**Q:** I work with tin alkoxides as precursors for tin oxide films. For the small model HSn(OH)₂(OCH₃) I can afford several levels of theory, but only in a small basis. May I trust the level that comes nearest to the best atomization energy?

**A:** First look at three sizes. Taking this molecule apart into atoms costs about 40 eV. A small basis loses three to four eV of that with a good method, whereas the good methods differ among themselves by less than a tenth of an eV. The choice of basis can therefore decide which level looks best, and two results are hidden below so that we can test whether we understand how.

Errors in the atomization energy of HSn(OH)₂(OCH₃), computed with Ansatz 0.2.0 and the in-house AFQMC program afq 1 at the PBE0/def2-SVP geometry, with frozen cores and an RHF determinant for the molecule. The basis is def2-SVP except in rows marked CBS; the best estimate is CCSD(T) at the def2-TZVPP/QZVPP limit plus a step to released AFQMC.

| level | this level less the best estimate at the basis limit (meV) | statistical noise, one standard error (meV) |
| --- | --- | --- |
| HF | -13954.0 | 0.000 |
| MP2 | ? | ? |
| CCSD | ? | ? |
| CCSD(T) | -3526.0 | 0.000 |
| ph-AFQMC/CISD | -3453.0 | 11.000 |
| released AFQMC | -3460.0 | 16.000 |
| HF/CBS | -13434.0 | 0.000 |
| MP2/CBS | 962.0 | 0.000 |
| CCSD(T)/CBS | -69.0 | 0.000 |

**Q:** How do I read the rows?

**A:** A negative error means that the molecule is bound too weakly. HF is Hartree–Fock, in which each electron feels only the average field of the others. MP2 adds their correlation, the way they avoid one another, by second-order perturbation theory. CCSD treats it by coupled cluster with single and double excitations, and CCSD(T) adds an estimate of the triples.

The two AFQMC rows come from auxiliary-field quantum Monte Carlo, first with a constraint that keeps the noise down (ph-AFQMC), then with that constraint released. Rows marked CBS are at the limit of a complete basis; the others use the small basis, def2-SVP. All errors are taken against the same estimate at the basis limit, so a small-basis row carries the error of its basis as well as that of its method.

**Q:** Can the two errors be told apart?

**A:** The released AFQMC row helps, because released AFQMC is the level that the best estimate aims at. Its error of about −3.5 eV in the small basis is thus an error of the basis. CCSD(T) shows nearly the same error there, and almost all of it disappears at the limit.

Hartree–Fock behaves differently. It gains only 0.5 eV on going to the limit and still falls short by more than 13 eV. What it lacks is correlation, which no basis can give it.

**Q:** Why does the basis hurt the correlated methods so much more?

**A:** Two electrons of opposite spin can come very close, and the wave function has a sharp crease, a cusp, where they meet. Smooth orbitals describe that crease poorly unless many functions of high angular momentum are included. The average field of Hartree–Fock has no such crease, so its energy settles much sooner.

An error that was equal in the molecule and in the atoms would cancel, but this one does not. The molecule has 16 valence pairs, whereas the separate atoms hold only 8 doubly filled valence orbitals between them. Binding creates eight new pairs, and a small basis describes each of them too poorly.

The CCSD(T) rows give the size. Their total gain from the larger basis is 3457 meV, of which 520 meV is the Hartree–Fock part. The remaining 2937 meV is correlation. Shared out over the new pairs it would be roughly 0.4 eV for each, though electrons of different pairs also correlate and add to the loss. This is a net figure: in a small basis the atoms of a molecule also borrow functions from their neighbours, which strengthens the binding artificially, and that effect is not separated here.

**Q:** Then what should MP2 give in the small basis?

**A:** Begin at the limit, where MP2 binds too strongly by 962 meV, and walk back. The smaller basis first takes away the Hartree–Fock gain. It then takes away the correlation gain of MP2, which I write as *k* times that of CCSD(T).

If MP2 and CCSD(T) lost equally, *k* would be 1 and the gap between them would be the same in both bases. Theory argues for somewhat more. MP2 lets each pair correlate as though the other pairs were not doing so, and it takes the full benefit of every added function. In coupled cluster the pairs are coupled, which usually damps that benefit.

The argument gives a direction but no size. I take *k* = 1.15, with 1.0 to 1.3 as the range; this is a rough judgement and not a fit. The estimate is then

962 − 520 − 1.15 × 2937 ≈ −2940 meV.

The range for *k* turns into −3380 to −2490 meV. A different assumption would be that the correlation parts of MP2 and CCSD(T) keep the same ratio in both bases.

**Q:** And CCSD?

**A:** Here both levels use the same basis, so only the triples matter. They describe three electrons rearranging together, which lowers the energy of a molecule with bonds and lone pairs close together more than that of its free atoms. Without them CCSD should bind more weakly than CCSD(T).

For the size I use a rough recalled share: triples supply 3.5 % of the correlation part of the binding, with 2 to 5 % as the range. In the small basis that part is 13954 − 3526 = 10428 meV, the distance from Hartree–Fock to CCSD(T). The forecast for CCSD is −3890 meV, with a range of −4050 to −3730 meV.

**Q:** So what order do you commit to?

**A:** From least to most underbound: MP2, CCSD(T), CCSD, HF. MP2 will look better than CCSD(T), because its overbinding cancels part of the basis error.

**Q:** Let us see the results.

The withheld rows as computed:

| level | this level less the best estimate at the basis limit (meV) | statistical noise, one standard error (meV) |
| --- | --- | --- |
| MP2 | -2731.0 | 0.000 |
| CCSD | -3951.0 | 0.000 |

**Q:** How well did you do?

**A:** The order is right, and both values lie inside their ranges. For CCSD the forecast was 60 meV too high. The triples turn out to add 425 meV to the binding, about 4 % of the correlation part, so my share was slightly too small.

For MP2 the forecast was about 200 meV too low. The computed row corresponds to *k* = 1.08, so MP2 does lose more than CCSD(T) in the small basis, but only about half as much more as I had assumed. The direction agrees with the argument about coupled pairs. It does not prove it, since these rows contain nothing that switches the coupling on and off.

**Q:** Would the other assumption have been better?

**A:** Yes, clearly. A constant ratio of the correlation parts gives −2720 meV, within about 10 meV of the computed value. At the limit MP2 finds 13434 + 962 = 14396 meV of correlation binding and CCSD(T) finds 13434 − 69 = 13365 meV, an excess of about 8 %. In the small basis the excess is again about 8 %.

This also makes the picture simpler. MP2 exaggerates the correlation binding by a nearly fixed fraction, so its overbinding grows as the basis lets in more correlation. Relative to CCSD(T) it grows from 0.8 eV in the small basis to 1.0 eV at the limit. One molecule can't show how far the rule carries, and so close a hit may be partly luck.

**Q:** Back to my first question, then. In the small basis MP2 is nearest to the best estimate. Should I use it?

**A:** Not for that reason. Its error of −2.7 eV is the smallest in the small basis only because two errors of opposite sign meet: the basis binds too weakly and the method too strongly. A larger basis removes the first and exposes the second, and at the limit MP2 is too high by about 1 eV.

A fair comparison keeps the basis fixed and takes released AFQMC as the reference. In def2-SVP, MP2 then lies 729 meV too high and CCSD 491 meV too low, while CCSD(T) is only 66 meV too low. That last figure is uncertain, because the reference has a noise of 16 meV and may keep a small bias of its own. The level that seemed best is now the worst of the correlated ones.

**Q:** Is ph-AFQMC better still?

**A:** It lies 7 meV from released AFQMC, but the combined noise of the two rows, taken as independent, is about 19 meV, so no difference is resolved. The test is also a lenient one. A released walk was accepted as the reference only where it agreed with its check to within 25 to 40 meV, which limits how large an error AFQMC could show.

**Q:** And CCSD(T) at the limit, with an error of only −69 meV?

**A:** That number is not a second, independent success. The best estimate was built from CCSD(T) at the limit plus a step to the reference level, and the step is essentially the 66 meV difference found in the small basis. Whether the step stays the same in a larger basis is untested. What the two CCSD(T) rows do show is the gain from completing the basis, 3457 meV, which is far larger than that step.

**Q:** Could I compare the 40 eV with a measurement?

**A:** Not at this accuracy. Spin–orbit coupling is left out, and it stabilizes the free tin atom so much that it would lower the atomization energy by roughly 0.3 eV. That is several times the error of CCSD(T) at the limit. The zero-point energy of the vibrations, also left out, would lower it by considerably more, and the inner d shell of tin was kept frozen. The errors in the table compare levels of theory with one another, not with nature.

**Q:** What does this mean for my film precursors?

**A:** Atomization is a severe test because it breaks all ten bonds at once. When a precursor reacts at a surface, some bonds break while others form, and the number of electron pairs often stays the same. Much of the basis error then cancels, though these rows do not tell how much.

For your own calculations, change one thing at a time. Compare methods in the same basis, and then follow the chosen method to a larger basis. If a cheap level agrees with a good reference only while the basis is small, suspect that two errors are cancelling.
